# Heat across a micron of carbon dioxide: temperature jump and free-molecular limit

Two flat aluminium plates face each other across $d = 1\ \mu$m of CO$_2$ at $p = 1$ atm and $T = 300$ K. I want the gap conductance $h = q/(T_1 - T_2)$, the heat flux per kelvin between the two surfaces, for $|T_1 - T_2| \ll T$. Heat capacities $c_v$, $c_p$ are per molecule, and $\bar c = \sqrt{8k_BT/\pi m}$ is the mean speed.

## The estimate by hand

With $k_BT \approx 4\times10^{-21}$ J and $p \approx 10^5$ Pa, the density is $n \approx 2.5\times10^{25}$ m$^{-3}$. The mass is $44$ u $= 7.3\times10^{-26}$ kg, so $\bar c \approx 3.7\times10^2$ m/s; call it 400. A small molecule packed in its solid is approximately $\sigma = 0.4$ nm across, so $\lambda = 1/(\sqrt2\pi\sigma^2 n) = 56$ nm; call it 60. Treat CO$_2$ as a rigid linear rotor: $c_v = \tfrac52 k_B \approx 3.5\times10^{-23}$ J/K.

Suppose one sixth of the molecules fly in each of the six axis directions and carry the temperature of the place one free path back. The two opposed streams differ by $2\lambda\, dT/dx$, so

$$k \approx \tfrac13 n\bar c\lambda c_v = 7.0\ \text{mW m}^{-1}\text{K}^{-1}.$$

Molecules arriving at a wall last collided about $\lambda$ away, so the gas next to the wall is not at the wall temperature. Extrapolated, the gas profile reaches the wall temperature about one free path behind each surface. Then

$$h_{\rm est} \approx \frac{k}{d + 2\lambda} = \frac{7.0\times10^{-3}}{1.12\times10^{-6}} = 6.25\ \text{kW m}^{-2}\text{K}^{-1},$$

of which one figure is meant. If the plates were much closer than $\lambda$, each molecule would shuttle from wall to wall, and the wall flux $n\bar c/4$ times $c_v$ gives a ceiling of $87.5$ kW m$^{-2}$K$^{-1}$, say 90.

**Question.** *Your formula tends to $k/2\lambda$ as $d \to 0$. Is that the same ceiling?*

No. It gives $n\bar c\,c_v/6 = 58$ kW m$^{-2}$K$^{-1}$, because it inherits the crude one-sixth, while the ceiling uses the true one-quarter. The estimate disagrees with itself by a factor $3/2$. The careful version will close this gap.

## The careful calculation

**Energy per crossing.** Molecules strike a wall at the rate $\Gamma = n\bar c/4 = p/\sqrt{2\pi m k_BT}$. Fast ones strike more often, so the flux weights the speed distribution with $v^3$ in place of $v^2$, and the mean translational energy in the stream is $2k_BT$, not $\tfrac32k_BT$. Internal energy is not biased. The heat capacity of a stream is therefore

$$c^* = c_v + \tfrac12k_B = k_B\,\frac{\gamma+1}{2(\gamma-1)},$$

using the ideal-gas relation $c_v = k_B/(\gamma-1)$.

**Accommodation.** Knudsen's coefficient $a$ is defined through energy fluxes: $E_{\rm in} - E_{\rm out} = a\,(E_{\rm in} - E_w)$, where $E_w$ is what the same number flux would carry away at the wall temperature. For now one $a$ serves all modes.

**The jump.** Follow Maxwell's type of argument and assume that the bulk conducting distribution holds right up to the wall, at temperature $T_g$. Its departure from equilibrium is odd in the normal velocity. It adds nothing to either one-way number flux, and it adds $+q/2$ to the incoming and $-q/2$ to the outgoing energy flux. With energies linear in temperature, $E_{\rm in} - E_w = \Gamma c^*(T_g - T_w) + q/2$ and $E_{\rm in} - E_{\rm out} = q$. Solving,

$$T_g - T_w = \frac{2-a}{2a}\,\frac{q}{\Gamma c^*} \equiv g\,\frac{dT}{dx},\qquad g = \frac{2-a}{2a}\,\frac{k}{\Gamma c^*},$$

with $q = k\,dT/dx$ and $x$ measured into the gas. Now write $k = \mu c_p/(m\,\mathrm{Pr})$ and *define* the free path through the viscosity, $\mu = \tfrac12 nm\bar c\lambda$, that is $\lambda = (\mu/p)\sqrt{\pi k_BT/2m}$. Then $k/(2\Gamma c^*) = (\lambda/\mathrm{Pr})(c_p/c^*)$ and $c_p/c^* = 2\gamma/(\gamma+1)$:

$$g = \frac{2-a}{a}\,\frac{2\gamma}{\gamma+1}\,\frac{\lambda}{\mathrm{Pr}},\qquad h = \frac{k}{d + g_1 + g_2}.$$

The second formula adds the bulk drop $qd/k$ to the two jumps. The prefactor of $g$ belongs to this definition of $\lambda$ and to no other.

**The collisionless gap.** For $d \ll \lambda$ there are two streams, leaving the walls at $T_1'$ and $T_2'$, with $T_1' - T_2' = a_1(T_1 - T_2') = a_2(T_1' - T_2)$. Adding $T_1 - T_2'$ and $T_1' - T_2$ gives $T_1 - T_2 = (T_1' - T_2')(1/a_1 + 1/a_2 - 1)$. Since $q = \Gamma c^*(T_1' - T_2')$,

$$h_{\rm FM} = a_{\rm eff}\,\frac{\gamma+1}{\gamma-1}\,p\sqrt{\frac{k_B}{8\pi mT}},\qquad \frac1{a_{\rm eff}} = \frac1{a_1} + \frac1{a_2} - 1 .$$

It is independent of $d$ and linear in $p$. And because $(2-a_1)/2a_1 + (2-a_2)/2a_2 = 1/a_{\rm eff}$, we have $k/(g_1+g_2) = a_{\rm eff}\Gamma c^* = h_{\rm FM}$ identically. The gap is two resistances in series, $1/h = d/k + 1/h_{\rm FM}$.

**Numbers.** I take as typical inputs for CO$_2$ at 300 K: $\mu = 15.0\ \mu$Pa s, $k = 16.7$ mW m$^{-1}$K$^{-1}$, $m = 44.01$ u, and vibrational wavenumbers 667 (twice), 1388 and 2349 cm$^{-1}$. The metal carries its native oxide and adsorbates, on which heavy molecules typically accommodate well; $a_1 = a_2 = 0.9$ is my assumption. Intermediate values are carried unrounded and printed with spare figures for bookkeeping.

Each harmonic mode contributes $x^2e^x/(e^x-1)^2$ in units of $k_B$, with $x$ the quantum divided by $k_BT$. That is $0.454$ for each bend, $0.057$ and $0.0016$ for the stretches, so $c_{\rm vib} = 0.966\,k_B$, $c_v = 3.466\,k_B$, $\gamma = 1.288$ and $\mathrm{Pr} = 0.758$. The free path is $\lambda = 44.17$ nm, so the Knudsen number $\lambda/d$ is $0.044$. Then

$$\frac g\lambda = \frac{1.222\times1.126}{0.758} = 1.816,\qquad g = 80.2\ \text{nm},\qquad h = 14.4\ \text{kW m}^{-2}\text{K}^{-1},$$

which is 14 per cent below the Fourier value $k/d = 16.7$ kW m$^{-2}$K$^{-1}$. With $a_{\rm eff} = 0.818$ and $(\gamma+1)/(\gamma-1) = 7.933$, the ceiling is $h_{\rm FM}/p = 137$ W m$^{-2}$K$^{-1}$ per Torr. In a dilute gas $k$ does not depend on pressure while $g \propto 1/p$, so the two resistances are equal at 122 Torr.

| $p$ (Torr) | $2g$ ($\mu$m) | $h_{\rm FM}$ (kW m$^{-2}$K$^{-1}$) | $h$ (kW m$^{-2}$K$^{-1}$) |
|---|---|---|---|
| 760 | 0.160 | 104 | 14.4 |
| 100 | 1.22 | 13.7 | 7.5 |
| 10 | 12.2 | 1.37 | 1.27 |

For scale, with a typical conductivity of 237 W m$^{-1}$K$^{-1}$ for aluminium, this micron of gas at 1 atm resists like 16 mm of the metal.

**Question.** *If one formula has both limits, is it exact in between?*

No. The collisionless limit is exact within the accommodation model and the leading term $k/d$ is exact, but the middle is interpolation. Maxwell's argument ignores the Knudsen layer, the free path or so of gas in which the distribution is not the bulk one. Solutions of kinetic equations typically give a jump some 15 to 20 per cent longer near full accommodation. If I take $1.2\,g$ as an input, $h$ falls to $14.0$ kW m$^{-2}$K$^{-1}$, by 3 per cent. That longer jump must not be carried to $d \to 0$, where it would spoil $h_{\rm FM}$. The assumed $a$ matters more: $a = 1$ gives $14.8$ and $a = 0.7$ gives $13.4$ kW m$^{-2}$K$^{-1}$.

**Question.** *CO$_2$ relaxes its vibrations slowly. May you use the equilibrium $\gamma$ and $k$?*

This is the largest open point. Vibrational energy travels by diffusion of its carriers, $k_{\rm vib} = nDc_{\rm vib}$. With the typical ratio $nmD/\mu = 1.3$ we get $D = 0.11$ cm$^2$/s and $k_{\rm vib} = 3.56$ mW m$^{-1}$K$^{-1}$, 21 per cent of $k$. A typical relaxation time of dry CO$_2$ at 1 atm is $\tau \approx 6\ \mu$s, so a quantum wanders $L = \sqrt{D\tau} = 8\ \mu$m before it relaxes, far more than the gap.

Suppose the walls ignore vibration. The vibrational temperature obeys $L^2T_v'' = T_v - T$ with $T_v' = 0$ at $x = \pm d/2$. For $T = Gx$, measured from the mid-plane value, the solution is $T_v = Gx - GL\sinh(x/L)/\cosh(d/2L)$. Its mean gradient is $G[1 - (2L/d)\tanh(d/2L)] \approx G\,d^2/12L^2$, here $1.3\times10^{-3}G$. Gas collisions recover next to nothing. The gap then holds two parallel channels, each of the series form. Translation and rotation have $k = 13.14$ mW m$^{-1}$K$^{-1}$ and $c^* = 3k_B$, which gives $11.3$ kW m$^{-2}$K$^{-1}$. Vibration has $k_{\rm vib}$, $c^* = c_{\rm vib}$ and its own coefficient $a_v$. It adds $3.1$ for $a_v = 0.9$, restoring $14.4$; it adds $1.1$ for $a_v = 0.1$, total $12.4$; and nothing for $a_v = 0$, a loss of 22 per cent. This exceeds the whole jump correction. In the collisionless limit the factor $7.933$ would drop to 6, a loss of 24 per cent. Traces of water shorten $\tau$ strongly and push the result back towards the upper value.

## Why the two differ by a factor of 2.3

Write the careful conductivity as $k = f\cdot\tfrac12 n\bar c\lambda c_v$, where $f = mk/(\mu c_v) = \gamma/\mathrm{Pr}$ is the Eucken factor. Then the ratio $14.4/6.25$ splits exactly.

| source | factor |
|---|---|
| $\tfrac12$ in place of $\tfrac13$ | 1.500 |
| Eucken factor $f$ | 1.700 |
| $c_v$: $3.466/2.5$ | 1.387 |
| $\lambda$: $44.17/60$ | 0.736 |
| rounding of $n$, $\bar c$, $k_B$ | 0.917 |
| effective gap: $1.12/1.160$ | 0.965 |
| product | 2.30 |

The first factor is the price of the six-stream picture. A molecule keeps part of its velocity through a collision, so it remembers its origin for longer than one path. The first Chapman–Enskog approximation for hard spheres, $\mu = (5/16\sigma^2)\sqrt{mk_BT/\pi}$, equals $(5\pi/32)\,nm\bar c\lambda = 0.491\,nm\bar c\lambda$ in terms of the hard-sphere path, and this is why the definition uses one half.

The second is a correlation. The molecules with most translational energy are the fastest carriers, which makes $f$ close to $5/2$ for translation. Internal energy merely diffuses, with a factor near 1.3. CO$_2$ holds more than half of its $c_v$ internally, and the inputs imply 1.70, between the two. The estimate set $f = 1$.

The third is the bending mode, whose quantum is only $3.2\,k_BT$. It is the same physics that the last question put in doubt: the factor is fully earned only if the walls exchange vibrational energy.

The fourth works the other way. Attraction bends slow trajectories, so collisions are more frequent than the packed size suggests. Setting $44.17$ nm equal to $1/(\sqrt2\pi\sigma^2n)$ gives $\sigma = 0.46$ nm. This is the viscosity input restated, and tests nothing.

The jump itself hardly enters. The estimate took one free path per wall where the calculation gives 1.8, but with too long a path, 60 nm against $g = 80$ nm, and both are small beside a micron. The discrepancy is almost all in the bulk conductivity. Accordingly the estimate does better for the ceiling, where no free path appears: $104/87.5 = 1.19$, the product of $1.587$ from $c^*/2.5k_B$, $0.818$ from $a_{\rm eff}$ and $0.917$ from rounding. The first two partly cancel, so some of that closeness is luck.

**Question.** *What about radiation? The gap is below the thermal wavelength.*

Black surfaces would give $4\sigma_{SB}T^3 = 6.1$ W m$^{-2}$K$^{-1}$. The gap is smaller than $\hbar c/k_BT = 7.6\ \mu$m, so evanescent waves can exceed that. Allow ten times the black-body value as an illustration: it is 0.4 per cent of $h$ at 1 atm and 5 per cent at 10 Torr.

**Question.** *Can anyone hold a micron?*

With difficulty. The linear expansion of aluminium is $23.1\times10^{-6}$ K$^{-1}$ at 293 K (compiled value, Kaye and Laby Online, NPL). A 5 mm plate fixed at its back moves its face by $0.12\ \mu$m per kelvin. Since $\delta h/h = -\delta d/(d+2g)$ to first order, that is 10 per cent of $h$ at 1 atm and 0.9 per cent at 10 Torr. Unevenness counts too. If the local gap varies gently and is spread uniformly from 0.5 to 1.5 $\mu$m, the area average of $k/(d+2g)$ is $15.4$ kW m$^{-2}$K$^{-1}$, 7 per cent above the flat value, because the function is convex.

**Question.** *Where is the low-pressure limit put to use?*

In cooling a silicon wafer on a chuck through gas at its back. Take nitrogen at 10 Torr and 300 K, with vibration unexcited so that $\gamma = 7/5$, $m = 28.01$ u, a typical $k = 26$ mW m$^{-1}$K$^{-1}$, an assumed $a = 0.8$ on both faces and an assumed 10 $\mu$m gap. Then $h_{\rm FM} = 1.06$ kW m$^{-2}$K$^{-1}$, $g_1 + g_2 = k/h_{\rm FM} = 25\ \mu$m, and $h = 0.75$ kW m$^{-2}$K$^{-1}$: the model's wafer sits 13 K above the chuck per W/cm$^2$ if gas is the only path. Pressure is the control, and flatness matters little. The $p$ in the formula is the pressure in the gap; a gauge at another temperature, joined by a passage narrower than $\lambda$, reads a value scaled so that $p/\sqrt T$ is the same at both ends.

For the flat CO$_2$ gap at 1 atm the model's conductance is 14 kW m$^{-2}$K$^{-1}$ if the walls accommodate vibration and 11 if they do not, under the bound $k/d$ of 17. The gas inputs are typical ones, and $a$, $a_v$ and flatness are assumed. Real machined plates, rough on the scale of the gap and touching in places, typically conduct more than a flat gap of the same mean width.